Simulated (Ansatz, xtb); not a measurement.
Two isomers of C5H5O2P

Structure a: `CC(=O)C1=COC=P1`, a singlet. Structure b: `CC1=CP=C(C=O)O1`, a singlet. Both are isolated molecules in the gas phase, relaxed with r2SCAN-D4/def2-SVP, each in the lowest conformer that the search found.

Task: Estimate which is lower in electronic energy at CCSD(T)/def2-SVP + ΔMP2/def2-TZVPP, and by roughly how much.

Result: Too close to call at this level: CCSD(T)/def2-SVP + ΔMP2/def2-TZVPP gives E(b) − E(a) = +0.10 kcal/mol.

How the difference moves with the method:

```json
{"level": "GFN2-xTB", "geometry": "GFN2-xTB", "E(b) − E(a) (kcal/mol)": "+2.16", "departure from the last row (kcal/mol)": "+2.06", "job, with rough time for the two": "optimisation, 0.16 s"}
{"level": "HF/STO-3G", "geometry": "GFN2-xTB", "E(b) − E(a) (kcal/mol)": "−0.82", "departure from the last row (kcal/mol)": "−0.91", "job, with rough time for the two": "single point, 0.42 s"}
{"level": "r2SCAN-D4/def2-SVP//GFN2-xTB", "geometry": "GFN2-xTB", "E(b) − E(a) (kcal/mol)": "−1.02", "departure from the last row (kcal/mol)": "−1.12", "job, with rough time for the two": "single point, 3.6 s"}
{"level": "r2SCAN-D4/def2-SVP", "geometry": "r2SCAN-D4/def2-SVP", "E(b) − E(a) (kcal/mol)": "−0.80", "departure from the last row (kcal/mol)": "−0.89", "job, with rough time for the two": "optimisation, 29 s"}
{"level": "HF/def2-SVP", "geometry": "r2SCAN-D4/def2-SVP", "E(b) − E(a) (kcal/mol)": "+1.42", "departure from the last row (kcal/mol)": "+1.32", "job, with rough time for the two": "part of the CCSD(T) run"}
{"level": "MP2/def2-SVP", "geometry": "r2SCAN-D4/def2-SVP", "E(b) − E(a) (kcal/mol)": "−0.21", "departure from the last row (kcal/mol)": "−0.30", "job, with rough time for the two": "part of the CCSD(T) run"}
{"level": "CCSD(T)/def2-SVP", "geometry": "r2SCAN-D4/def2-SVP", "E(b) − E(a) (kcal/mol)": "+0.98", "departure from the last row (kcal/mol)": "+0.88", "job, with rough time for the two": "single point"}
{"level": "CCSD(T)/def2-SVP + ΔMP2/def2-TZVPP", "geometry": "r2SCAN-D4/def2-SVP", "E(b) − E(a) (kcal/mol)": "+0.10", "departure from the last row (kcal/mol)": "", "job, with rough time for the two": "single point, 77 s"}
```

As drawn, both hold the same kinds of bond in the same numbers.

The largest departure from CCSD(T)/def2-SVP + ΔMP2/def2-TZVPP is that of GFN2-xTB, 2.06 kcal/mol. The last row adds to CCSD(T) the change of the MP2 difference between the two basis sets, here −0.88 kcal/mol.

With thermal terms from frequencies at re-optimised GFN2-xTB minima (ideal gas, soft modes damped towards free rotors, one conformer each, 298.15 K, 1 atm): on the last row, ΔE + ΔZPE = −0.20, ΔH = −0.04, ΔG = −0.43 kcal/mol.

The correlated steps freeze 12 core orbitals. Codes used: Ansatz 0.2.0, xtb 6.7.1; the last row on 4 threads of Arm Neoverse V1 on a shared host.

The two isomers share a 1,3-oxaphosphole ring and differ in where the methyl and carbonyl groups sit, so their near-degeneracy probably reflects compensating substituent effects. Structure a has a ketone, normally favoured over an aldehyde, and its acetyl group is conjugated with the ring oxygen through C=C, as in a vinylogous ester. Structure b gives up both advantages, but its methyl group stabilises the ring C=C bond, and its formyl group conjugates directly with the P=C unit.

Correlation shifts the balance towards b, strongly in MP2 but much less in CCSD(T) with the same basis. This suggests that MP2 exaggerates the correlation stabilisation of the more extended, polarisable π system in b. The basis correction of −0.88 kcal/mol then removes most of the remaining preference for a, so the final near-zero value depends on MP2 describing the basis response well, even though it misjudges the difference itself. Similar energies do not imply easy interconversion, which would require breaking and remaking σ bonds.
